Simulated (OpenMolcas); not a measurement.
**Exact exchange and the electronic atomisation energy of Si2H3OF**

Si2H3OF has 7 atoms, charge 0, and is taken as a singlet. SMILES: `F[Si]O[SiH3]`. The coordinates come from a PBE0-D4/def2-TZVP relaxation. This is one conformer, not always the lowest.

The electronic atomisation energy y, in eV, basis def2-SVPD; a is the functional's share of exact exchange. Programs: OpenMolcas 26.06.

| functional | program | a | y (eV) |
| --- | --- | --- | --- |
| TPSS | OpenMolcas | 0 | 26.06 |
| r2SCAN | OpenMolcas | 0 | 25.84 |
| B3LYP | OpenMolcas | 0.2 | ? |
| PBE0 | OpenMolcas | 0.25 | 25.36 |
| BHLYP | OpenMolcas | 0.5 | 24.96 |

Question: Fit y = c + s·a to the known rows and predict B3LYP.

Answer: 
1. Means of the 4 rows: a = 0.1875, y = 25.555.
2. Σ(Δa)² = 0.17188, Σ(Δa·Δy) = -0.34625, so the slope is -0.34625/0.17188 = -2.0145.
3. Intercept: 25.555 − (-2.0145) × 0.1875 = 25.933. The largest residual of the fit is 0.13.
4. B3LYP: 25.933 + (-2.0145) × 0.2 = 25.53 eV.

The run gave 25.68 eV, so the prediction is off by -0.15 eV, about the largest residual. The rows mix families of semi-local functionals, which the line can't see.

The atomisation energy falls as the share of exact exchange rises, and the B3LYP run keeps that order. Semi-local exchange mimics part of the left-right correlation in electron-pair bonds. Replacing it with exact exchange removes that contribution, which the correlation functional doesn't fully restore, so the molecule loses stability relative to its separated atoms. The polar Si–O and Si–F bonds and the Si–H bonds can all contribute, but a total energy can't apportion the loss among them.

The fitted slope isn't a pure response to exact exchange. TPSS and r2SCAN differ although neither contains any, and B3LYP lies well above PBE0 despite a similar share. B3LYP and BHLYP, which have closely related semi-local parts, make the cleaner comparison, and their drop is somewhat steeper than the fitted line. This suggests that the mixed families partly mask the effect of exchange. Without a correlated wavefunction or experimental reference, the spread doesn't show which functional is most accurate for this silylene.
